**Margin comments on the Kirzhnits gradient correction, tried on the hydrogen 1s density**

Hartree atomic units are used ($\hbar=m=e=4\pi\varepsilon_0=1$), with $\hbar$ written only where it counts orders. The fermions are non-interacting, $H=p^2/2+V(\mathbf r)$, in $D$ dimensions with spin degeneracy $g$. The result (Kirzhnits, 1957) for $D=3$, $g=2$ is

$$\tau=C_F\,n^{5/3}+\frac{1}{72}\frac{|\nabla n|^2}{n}+\frac16\nabla^2 n,\qquad C_F=\tfrac{3}{10}(3\pi^2)^{2/3}=2.8712. \tag{1}$$

The test object is one orbital, $\psi=\pi^{-1/2}e^{-r}$, the exact ground state of the non-relativistic, fixed-nucleus hydrogen atom. It has $n=e^{-2r}/\pi$ and $T=1/2$ hartree, and every term of (1) can be done by hand.

**1. Which $\tau$ is meant.** Three local kinetic energy densities share one integral: $\tau_+=\frac12\sum_i|\nabla\psi_i|^2$, $\tau_L=-\frac12\,\mathrm{Re}\sum_i\psi_i^*\nabla^2\psi_i$, and the Wigner average $\tau_M$ of $p^2/2$, which is their mean. Since $\nabla^2|\psi|^2=2|\nabla\psi|^2+2\,\mathrm{Re}\,\psi^*\nabla^2\psi$,

$$\tau_+=\tau_M+\tfrac18\nabla^2n=\tau_L+\tfrac14\nabla^2n. \tag{2}$$

Equation (1) holds for $\tau_+$. The Laplacian coefficient is $1/24$ for $\tau_M$ and $-1/12$ for $\tau_L$. The phrase "one ninth of von Weizsäcker" refers to the gradient term alone, measured against $\tau_W=|\nabla n|^2/(8n)$.

**2. Where the $\hbar^2$ term comes from.** Let $C(\mathbf r,\mathbf p;\beta)$ be the Weyl symbol of $e^{-\beta\hat H}$. The symmetrised Bloch equation, expanded in the Moyal product, is

$$-\partial_\beta C=HC-\frac{\hbar^2}{8}\Big[\sum_{ij}(\partial_i\partial_jV)\,\partial_{p_i}\partial_{p_j}C+\nabla^2C\Big]+O(\hbar^4).$$

Put $C=e^{-\beta H}(1+\hbar^2\chi)$ and evaluate the bracket on $e^{-\beta H}$. This gives $8\,\partial_\beta\chi=-2\beta\nabla^2V+\beta^2[(\nabla V)^2+(\mathbf p\cdot\nabla)^2V]$, and with $\chi=0$ at $\beta=0$

$$\chi=-\frac{\beta^2}{8}\nabla^2V+\frac{\beta^3}{24}\big[(\nabla V)^2+(\mathbf p\cdot\nabla)^2V\big]. \tag{3}$$

One oscillator mode tests all three coefficients together. Its exact symbol is $\mathrm{sech}(\beta\hbar\omega/2)\exp[-2H\tanh(\beta\hbar\omega/2)/\hbar\omega]$, whose relative $\hbar^2$ term is $-\beta^2\omega^2/8+\beta^3\omega^2H/12$. Equation (3) gives the same for $V=\omega^2x^2/2$.

**3. From $\beta$ to the Fermi level.** Integrate over $d^Dp/(2\pi)^D$ with the Gaussian averages $\langle p_ip_j\rangle=\delta_{ij}/\beta$ and $\langle\frac12p^2p_ip_j\rangle=(D+2)\delta_{ij}/2\beta^2$. Apart from the common factor $(2\pi\beta)^{-D/2}e^{-\beta V}$, the density weight and the kinetic weight are

$$1-\frac{\beta^2}{12}\nabla^2V+\frac{\beta^3}{24}(\nabla V)^2,\qquad \frac{D}{2\beta}-\frac{(D-1)\beta}{24}\nabla^2V+\frac{D\beta^2}{48}(\nabla V)^2 .$$

The projector $\theta(\mu-\hat H)$ is the inverse Laplace transform of $e^{-\beta\hat H}/\beta$, and $\beta^{-s}e^{-\beta V}$ goes to $W^{s-1}/\Gamma(s)$ with $W=\mu-V>0$. Define $n_0(W)=AW^{D/2}/\Gamma(D/2+1)$ with $A=g(2\pi)^{-D/2}$. Each factor $\beta$ acts as $d/dW$, written as a prime, so

$$n=n_0-\tfrac1{12}n_0''\,\nabla^2V+\tfrac1{24}n_0'''(\nabla V)^2,$$
$$\tau_M=\tau_0-\tfrac{D-1}{24}\,n_0'\,\nabla^2V+\tfrac{D}{48}\,n_0''(\nabla V)^2,\qquad \tau_0=\tfrac{D}{D+2}Wn_0. \tag{4}$$

**4. The step "eliminate $V$" hides a subtraction.** The Thomas-Fermi term in (1) is evaluated on the full $n=n_0+\delta n$, not on $n_0$. Because $d\tau_0/dn_0=W$, one has $\tau_{\rm TF}[n]=\tau_0+W\delta n+O(\hbar^4)$, and the correction is $\tau_2=\delta\tau_M-W\delta n$. With $Wn_0''=(\frac D2-1)n_0'$ and $Wn_0'''=(\frac D2-2)n_0''$ the dimension drops out:

$$\tau_2=-\tfrac1{24}n_0'\nabla^2V+\tfrac1{12}n_0''(\nabla V)^2=\tfrac1{24}\nabla^2n_0+\tfrac1{24}n_0''(\nabla V)^2 ,$$

where $\nabla^2n_0=-n_0'\nabla^2V+n_0''(\nabla V)^2$ was used. Now $|\nabla n_0|^2=n_0'^2(\nabla V)^2$ and $n_0n_0''/n_0'^2=(D-2)/D$. Replacing $n_0$ by $n$ costs only $O(\hbar^4)$, and (2) converts $\tau_M$ to $\tau_+$:

$$\tau_+=\tau_{\rm TF}[n]+\frac{D-2}{24D}\frac{|\nabla n|^2}{n}+\frac16\nabla^2n,\qquad T_2=\frac{D-2}{3D}\,T_W. \tag{5}$$

For $D=3$ this is (1), with $T_2=T_W/9$. The gradient and Laplacian coefficients do not contain $g$.

**5. A second route to $1/9$.** For a weak modulation $\delta n_q$ of the uniform unpolarised gas, the kinetic cost at second order is $\frac12(\pi^2/k_F)|\delta n_q|^2/F(\eta)$ per mode, with $\eta=q/2k_F$ and the Lindhard function $F=\frac12+\frac{1-\eta^2}{4\eta}\ln\left|\frac{1+\eta}{1-\eta}\right|$. Its inverse expands as

$$1/F=1+\tfrac13\eta^2+\tfrac8{45}\eta^4+\tfrac{104}{945}\eta^6+\dots$$

A term $\lambda T_W$ costs $\lambda q^2|\delta n_q|^2/8n$, which with $n=k_F^3/3\pi^2$ contributes $3\lambda\eta^2$ to $1/F$. Long waves require $\lambda=1/9$. For $\eta\to\infty$, $1/F\to3\eta^2$, so short waves require $\lambda=1$. The two coefficients belong to opposite limits of one function.

**6. Hydrogen is fully polarised, and (1) is not.** The two spins do not mix in the non-interacting kinetic energy, so (Oliver and Perdew, 1979)

$$T_s[n_\uparrow,n_\downarrow]=\tfrac12T_s[2n_\uparrow]+\tfrac12T_s[2n_\downarrow], \tag{6}$$

with the unpolarised functional on the right. A term homogeneous of degree $a$ in $n$ acquires, at constant polarisation $\zeta=(n_\uparrow-n_\downarrow)/n$, the factor $\frac12[(1+\zeta)^a+(1-\zeta)^a]$. The gradient and Laplacian terms have $a=1$ and do not change. The Thomas-Fermi term has $a=5/3$ and gains $2^{2/3}=1.5874$ at $\zeta=1$, which is what $g=1$ in (4) gives directly. Equivalently, hydrogen is one half of a doubly occupied 1s orbital. For two non-interacting electrons in the 1s level of charge $Z$, every $\zeta=1$ energy below is multiplied by $2Z^2$ and the percentages stay the same.

**7. The model in closed form.** For $n=e^{-2r}/\pi$,

$$|\nabla n|^2/n=4n,\qquad \nabla^2n=4(1-1/r)\,n .$$

A single real orbital has $\tau_+=\tau_W$ identically, here $\tau_+=n/2$, so $T=T_W=1/2$. The general statement $T_2=T_W/9$ becomes $T_2=1/18=0.0556$. The cusp puts no delta function into $\nabla^2n$, because the flux $4\pi r^2\,dn/dr$ vanishes as $r\to0$. Indeed $\int\nabla^2n\,d^3r=4-4\langle1/r\rangle=0$. With $\int_0^\infty r^2e^{-10r/3}dr=2(3/10)^3$,

$$T_0(\zeta=0)=\tfrac{81}{1250}(3\pi)^{2/3},\qquad T_0(\zeta=1)=\tfrac{81}{1250}(6\pi)^{2/3}.$$

The first neglected order has to be sized as well. The unpolarised fourth-order functional (Hodges, 1973), quoted and not derived here, is

$$T_4=\frac{(3\pi^2)^{-2/3}}{540}\int n^{1/3}\Big[\Big(\frac{\nabla^2n}{n}\Big)^2-\frac98\frac{\nabla^2n}{n}\frac{|\nabla n|^2}{n^2}+\frac13\frac{|\nabla n|^4}{n^4}\Big]d^3r .$$

Its first coefficient reproduces the $8\eta^4/45$ of comment 5. For the 1s shape the bracket is $10/3-14/r+16/r^2$, and its integral against $r^2e^{-2r/3}$ is $15$. Then (6) gives $T_4(\zeta=1)=\frac19(6\pi)^{-2/3}$, and since $a=1/3$ the value at $\zeta=0$ is larger by $2^{2/3}$. Energies are in hartree, errors relative to the exact $1/2$.

| | $T_0$ | $T_0+T_2$ | $T_4$ | $T_0+T_2+T_4$ |
|---|---|---|---|---|
| $\zeta=1$ | $0.4590$ | $0.5145$ | $0.0157$ | $0.5302$ |
| error (%) | $-8.2$ | $2.9$ | | $6.0$ |
| $\zeta=0$ | $0.2891$ | $0.3447$ | $0.0249$ | $0.3696$ |
| error (%) | $-42.2$ | $-31.1$ | | $-26.1$ |

At $\zeta=1$ the Kirzhnits term reduces the error in magnitude from $8.2$ to $2.9$ per cent and reverses its sign. The residual, $0.0145$ hartree, is about the size of $T_4$, and adding $T_4$ roughly doubles it. The closeness at second order is therefore no sign of convergence. The coefficient that would make $T_0+\lambda T_W$ exact for this one density is $\lambda=0.082$, and the full von Weizsäcker term gives $T_0+T_W=0.9590$.

The $\zeta=0$ row is what results from forgetting (6). It also describes an equal ensemble of spin-up and spin-down atoms, for which the exact value is still $1/2$, since $T_W$ has $a=1$. The exact energy is independent of $\zeta$ here and the expansion is not. That row also lies below $T_W$, which is a lower bound to $T_s$ for any density.

**8. How slowly the density varies.** With $k_F=(6\pi^2n)^{1/3}$ for one spin, define $s=|\nabla n|/(2k_Fn)$ and $Q=\nabla^2n/(4k_F^2n)$. Then $\tau_0=\frac3{10}k_F^2n$ and the spin-scaled (1) reads $\tau=\tau_0\,[1+\frac5{27}s^2+\frac{20}9Q]$. For hydrogen $s=1/k_F=(6\pi)^{-1/3}e^{2r/3}$ and $Q=(1-1/r)s^2$. The reduced gradient is $0.376$ at the nucleus and passes unity at $r=\frac12\ln6\pi=1.468$ bohr. The fraction of the electron outside that radius, $e^{-2r}(1+2r+2r^2)$, is $44$ per cent. Meanwhile $Q\to-\infty$ at the nucleus. The expansion has small parameters only in a shell between the cusp and the tail.

**9. The Laplacian matters locally.** Dividing by the exact $\tau_+=n/2$,

$$\frac{\tau}{\tau_+}=\tfrac35(6\pi)^{2/3}e^{-4r/3}+\tfrac19+\tfrac43\Big(1-\frac1r\Big),\qquad\tfrac35(6\pi)^{2/3}=4.2496 .$$

| $r$ (bohr) | $s$ | Thomas-Fermi | plus gradient | plus Laplacian |
|---|---|---|---|---|
| 0.25 | $0.44$ | $3.045$ | $3.156$ | $-0.844$ |
| 0.5 | $0.52$ | $2.182$ | $2.293$ | $0.960$ |
| 1 | $0.73$ | $1.120$ | $1.231$ | $1.231$ |
| 2 | $1.43$ | $0.295$ | $0.406$ | $1.073$ |
| 4 | $5.41$ | $0.021$ | $0.132$ | $1.132$ |

Without the Laplacian the integrated value comes from an excess inside cancelling a deficit outside. The Laplacian moves energy outward at no net cost and brings the tabulated ratios at $0.5$, $2$ and $4$ bohr much nearer to one. Both ends still fail. The ratio tends to $13/9$ as $r\to\infty$. It is negative for $r<0.315$ bohr, a sphere holding $2.6$ per cent of the electron, although $\tau_+$ can never be negative.

**10. The functional survives where its derivation does not.** Equation (4) cannot be applied to $V=-1/r$ as it stands. There $\nabla^2V=4\pi\delta(\mathbf r)$, and $n_0\propto r^{-3/2}$ near the nucleus, so that $|\nabla n_0|^2/n_0\propto r^{-7/2}$ is not integrable over $r^2dr$. At the turning surface $n_0'''\propto W^{-3/2}$ has a meaning only as a distribution. The numbers of comment 7 are finite because the functional, derived for smooth $V$ and $W>0$, is fed the exact density. The reprieve ends at sixth order. The transform of the 1s density is $16/(4+q^2)^2\sim q^{-4}$, so the $\eta^6$ term of comment 5 carries $\int q^6\,q^{-8}\,q^2dq$, which diverges at large $q$. In the tail, sixth-order terms scale as $n^{-1/3}\propto e^{2r/3}$.

**11. No variational bound is inherited.** For the scaled orbital $e^{-\gamma r}$ every order of $T$ scales as $\gamma^2$, so $E(\gamma)=t\gamma^2-\gamma$, with $t$ the value at $\gamma=1$, and the minimum is $-1/4t$. At $\zeta=1$ this is $-0.5447$ hartree for $T_0$ and $-0.4859$ hartree for $T_0+T_2$, on either side of the exact $-1/2$. An approximate kinetic functional is not the expectation value of $\hat H$ in any state, and nothing keeps its minimum above the ground state.

**12. What "vanishes in two dimensions" means.** In (5) the gradient coefficient is zero at $D=2$ and the Laplacian integrates to zero, so $T_2=0$. Locally $\frac16\nabla^2n$ remains. The vanishing is only formal, because of the turning line. For $D=2$, $n_0=AW\theta(W)$ and $n_0''=A\,\delta(W)$, so the term $\frac1{24}n_0''(\nabla V)^2$ of comment 4 is zero inside and integrates to $\frac{A}{24}\oint|\nabla V|\,dl$ along $V=\mu$. On that line $\delta n$ is not small against $n_0$, the elimination fails, and no local functional of $n$ can be read off from the term.

The orbital $\propto e^{-r}$ can be followed through the dimensions. It is the ground state of $-\delta(x)$ for $D=1$, of $-1/2r$ for $D=2$ and of $-1/r$ for $D=3$, always with $T=T_W=1/2$. For $g=1$, (4) gives $\tau_{\rm TF}=\pi^2n^3/6$ in one dimension and $\pi n^2$ in two, and the densities are $e^{-2|x|}$ and $(2/\pi)e^{-2r}$.

| $D$ | $T_0$ | $T_2$ | $T_0+T_2$ |
|---|---|---|---|
| 1 | $\pi^2/18=0.5483$ | $-0.1667$ | $0.3816$ |
| 2 | $1/2$ | $0$ | $1/2$ |
| 3 | $0.4590$ | $0.0556$ | $0.5145$ |

The sign of $T_2$ matches the sign of $T-T_0$ in each row, but in one dimension the correction overshoots and the error grows. The exact hit at $D=2$ is a property of the exponential shape and not a theorem. For the nodeless two-dimensional orbital with $n=(3/\pi)(1+r^2)^{-4}$ one finds $T_0=9/7$ and $T=T_W=6/5$, a ratio of $15/14$, and the $\hbar^2$ order offers nothing to remove that excess.